The La ions were computed all-electron with the B-spline radial atomic code, version 1. All methods but Dirac-Fock use spin-free X2C, a Fermi nucleus and spherical shells at highest spin, fractionally occupied for the functionals. IE is the difference of self-consistent energies between NIST's ground configurations; * marks a further rearrangement, and low j is l − 1/2.

| species | Z | charge (e) | electrons | configuration | electron removed from | NIST table (eV) | kind of table value | stated uncertainty (eV) | IE(LDA exchange-only) less table (eV) | IE(PW91) less table (eV) | IE(r2SCAN) less table (eV) | IE(Hartree-Fock) less table (eV) | Dirac-Fock IE, low j first less nl average (eV) |
| --- | --- | --- | --- | --- | --- | --- | --- | --- | --- | --- | --- | --- | --- |
| La | 57 | 0 | 57 | [Xe] 5d1 6s2 | 6s* | 5.5769 | measured | 0.0006 | -0.49 | 0.04 | -0.31 | -0.96 | -0.14 |
| La+ | 57 | 1 | 56 | [Xe] 5d2 | 5d | 11.18496 | measured | 6e-05 | -0.77 | 0.07 | -0.16 | -1.06 | 0.11 |
| La2+ | 57 | 2 | 55 | [Xe] 5d1 | 5d | 19.1773 | measured | 0.0006 | -1.10 | -0.01 | -0.51 | -1.07 | 0.10 |
| La3+ | 57 | 3 | 54 | [Kr] 4d10 5s2 5p6 | 5p | 49.95 | semi-empirical | 0.06 | -0.73 | 0.73 | 1.08 | -0.07 | n/a |
| La4+ | 57 | 4 | 53 | [Kr] 4d10 5s2 5p5 | 5p | 61.6 | semi-empirical | 0.6 | -0.44 | 1.07 | 1.09 | -0.24 | -0.94 |
| La5+ | 57 | 5 | 52 | [Kr] 4d10 5s2 5p4 | 5p | 74 | theory | 2 | -0.69 | 0.90 | 0.36 | -0.71 | -0.96 |
| La6+ | 57 | 6 | 51 | [Kr] 4d10 5s2 5p3 | 5p | 88 | theory | 2 | 2.05 | 3.27 | 3.72 | 2.76 | -0.97 |
| La7+ | 57 | 7 | 50 | [Kr] 4d10 5s2 5p2 | 5p | 105 | theory | 2.1 | -1.41 | -0.24 | -0.13 | -1.27 | 1.42 |

### One pattern under four methods

The four methods disagree about the size of the error but largely agree about where it rises and falls. In every error column the highest value stands at La⁶⁺, and at La⁷⁺ the error is negative. The three functionals are relatives, since PW91 and r2SCAN build on the local approximation, but Hartree-Fock treats exchange in a different way and still shows the pattern. What all four share here is the state they describe: an open shell at highest spin, made spherical, without spin-orbit coupling. The table value belongs to something else, the lowest fine-structure level of each ion. The methods also share the table values themselves, and for La⁵⁺ to La⁷⁺ these are theory with a stated uncertainty of about 2 eV, so part of the common pattern may come from the reference.

The difference in state suggests an estimate in two parts, both written as computed less table value:

error ≈ c + g(initial ion) − g(final ion)

Here g is the energy of the true lowest level measured from the high-spin average, so it is zero or negative. If the final ion gains more from spin-orbit coupling than the initial one, the real ionisation is cheaper than the computed one, and the error is positive. The constant c belongs to the method. I take it as −1 eV for the two methods without correlation and as 0 for PW91 and r2SCAN.

Theory gives a reason for the sign of c. A departing electron takes with it the correlation energy it shared with the others; a method without correlation leaves out that cost and gives too low an ionisation energy. The size was read from La²⁺ and La³⁺, where a closed shell is either reached or left. With the g part removed, the Hartree-Fock errors of these two rows are −0.97 and −1.07 eV. That a 5d and a 5p electron lose so nearly the same amount is not required by theory.

### What the open 5p shell gains

Spin-orbit coupling with constant ζ lowers a p₁/₂ electron by ζ and raises a p₃/₂ electron by ζ/2. Against it works Hund's rule: each pair of parallel p spins is favoured by F²/5, where F² is the Slater integral that measures how strongly the repulsion depends on the shape of the orbitals. Electrons that all crowd into p₁/₂ cannot also keep their spins parallel, so the ground level is a compromise.

Two round numbers describe this contest in La. F² is 7.3 eV in La²⁺ and 8.4 eV in La⁷⁺, computed with the exchange-only orbitals, and I use 8 eV. For ζ I use 2 eV. It comes from a least-squares fit of the last column over La⁴⁺ to La⁷⁺, with ζ linear in the charge and the change in Hund energy counted by pairs. The fit gives 1.8 eV at charge 4, growing by about 0.13 eV per charge.

The standard level formulas of a p shell then give:

| Shell | p⁶ | p⁵ | p⁴ | p³ | p² | p¹ |
|---|---|---|---|---|---|---|
| g (eV) | 0 | −1.0 | −1.6 | −0.9 | −3.0 | −2.0 |

The irregular course has a simple origin. At p³ the high-spin state has one electron in each orbital and no orbital angular momentum, so spin-orbit coupling has no hold on it in first order. It gains only by mixing in higher terms. At p² both electrons can come close to filling p₁/₂, and the gain is the largest of the series. Going from p³ to p² therefore moves from a weak gain to a strong one, so the rule puts the peak of the error at La⁶⁺. The next step, from p² to p¹, gives part of the gain back, and the predicted error turns down.

For 5d the effect is small. The last column at La²⁺ gives ζ of only about 0.07 eV, because the 5d electron stays far from the nucleus, where spin-orbit coupling arises. A 5d² ion has another correction: its lowest term, ³F, lies below the average of the two triplets by an estimated 0.3 eV. The g part is then +0.3 eV for La, −0.3 eV for La⁺ and −0.1 eV for La²⁺.

### Two rows by hand

**La³⁺, 5p⁶ → 5p⁵.** The closed shell gains nothing. The final ion has one hole, which settles in p₃/₂ and lowers the energy by ζ/2, or 1 eV. The g part is 0 − (−1) = +1 eV. The rule predicts an error of +1 eV for PW91 and r2SCAN, where the table shows 0.73 and 1.08 eV. For Hartree-Fock it predicts −1 + 1 = 0, and the table shows −0.07 eV.

This row helped to set c, so the agreement is no independent success. It does carry a lesson about the table. Hartree-Fock looks almost perfect at La³⁺, but on this reading two errors of about 1 eV cancel: missing correlation makes the ionisation too cheap, and missing spin-orbit coupling makes it too dear. PW91 and r2SCAN, which look worse here, would be left mainly with the second error, which no spin-free functional is meant to remove.

**La⁶⁺, 5p³ → 5p².** This row had no part in choosing c, though its entry in the last column entered the fit of ζ. The calculation takes three steps.

1. In p³ the ground term mixes with a doublet that lies 0.6F² = 4.8 eV higher, through a coupling of ζ. Second-order perturbation theory gives −ζ²/(0.6F²) = −4/4.8 ≈ −0.8 eV. The full three-level problem gives −0.9 eV.
2. In p² the lowest triplet level lies at −ζ = −2 eV. It mixes with a singlet at 4.8 eV through a coupling of √2 ζ ≈ 2.8 eV. The midpoint of the two is 1.4 eV and half their distance is 3.4 eV, so the lower root is 1.4 − √(3.4² + 2.8²) ≈ −3.0 eV.
3. The g part is −0.9 + 3.0 = +2.1 eV.

The predicted error is +2.1 eV for PW91 and r2SCAN and +1.1 eV for the other two. The table shows 3.27 and 3.72 eV, and 2.05 and 2.76 eV. The rule gives the sign and more than a third of the size in each method, but falls short by 0.9 to 1.7 eV. The table value of this row is itself a theoretical one with a stated uncertainty of 2 eV, so the shortfall cannot be charged to the rule or to a functional.

### A jump that spin-orbit coupling removes

The rule also bears on a feature of the ionisation energies themselves. With Hartree-Fock, the step from La⁵⁺ to La⁶⁺ is 17.5 eV, and the next is only 13.0 eV. This is the familiar extra stability of a half-filled shell. Ionising p⁴ removes the one electron without a parallel partner, whereas ionising p³ breaks two parallel pairs. Take the jump as the step from La⁵⁺ to La⁶⁺ less the mean of the steps before and after it. Pair counting puts it at 3F²/5, about 5 eV, and Hartree-Fock shows 5.0 eV. The exchange is built into that method, so the match checks the value of F² and nothing deeper. r2SCAN gives nearly the same jump, but exchange-only LDA and PW91 give smaller ones, 3.9 and 3.5 eV. This difference needs no reference value, but it mixes the functional with the treatment of partly filled shells as spherical.

In the table values the same two steps are 14 and 17 eV: the large step comes one row later. These are differences of theory values uncertain by about 2 eV each, so this order is not certain. Subtracting the g parts from the Hartree-Fock values turns 17.5 and 13.0 eV into 14.7 and 16.1 eV, and the half-filled jump dissolves into a steady climb. In heavy p shells the stability of p³ is shared with that of a filled p₁/₂ pair at p².

### How far the rule can be trusted

Five rows have a reference better than 1 eV. Over them the root-mean-square error of Hartree-Fock falls from 0.8 to 0.2 eV once the predicted error is subtracted, and that of the three functionals from 0.6–0.7 to 0.3–0.4 eV. Two of these five rows fixed c, which flatters the result.

The average also hides a failure. For La and La⁺ the raw PW91 errors are below 0.1 eV, and the rule makes them worse, about 0.3 and 0.4 eV in size. Leaving out the ³F term brings both back to 0.1 eV or less, and Hartree-Fock improves in the same way. The estimate of that term is probably too large. Its integrals come from the more compact La²⁺ ion, but those of La⁺ give nearly the same value, so that is not the reason. More likely, correlation brings the real terms closer together than bare integrals suggest. Neutral La is a poor test in any case: an electron also moves from 6s to 5d during the ionisation, so errors in the balance of s and d enter. There r2SCAN is left 0.6 eV too low, 11% of the ionisation energy and the worst relative miss of the table.

The constant c is weakest for exchange-only LDA. After removal of the g part its error is −1.0 eV at La²⁺ but −1.7 eV at La³⁺. A faulty exchange energy does not stay constant when the shell changes.

For the higher ions the pattern is a better guide than the absolute value. Over La⁴⁺ to La⁷⁺ the errors scatter about their mean by 1.3 to 1.6 eV, and by 0.4 to 0.5 eV after the g part is removed. Pure jj coupling, in which the electrons simply fill p₁/₂ first, does about as well (0.4 to 0.7 eV), so these rows do not prove the particular compromise used here. Adding only the spin-orbit shift of the last column to the computed values leaves 0.9 to 1.3 eV. That column starts from the average of the whole configuration, whereas the computed ions start from high spin, and the Hund energy between the two must be counted as well.

For a neighbouring element the signs of the g part should carry over before the numbers do. Where ζ is much smaller than F², the p³ → p² error tends to +ζ and the p² → p¹ error fades, because the latter lives on mixing between terms. A new c should be taken from an ion with a closed shell and a measured value.

One question stays open. For La⁵⁺, La⁶⁺ and La⁷⁺ every method remains above the table after the full correction, by 0.6 to 1.7 eV. The tabulated theory may contain too little correlation, which is a guess. The fault may also lie in the rule: c may drift with charge, or the g part, which is the same for all methods, may be off. Measured ionisation energies good to a few tenths of an eV would show whether the table or the rule is to blame.
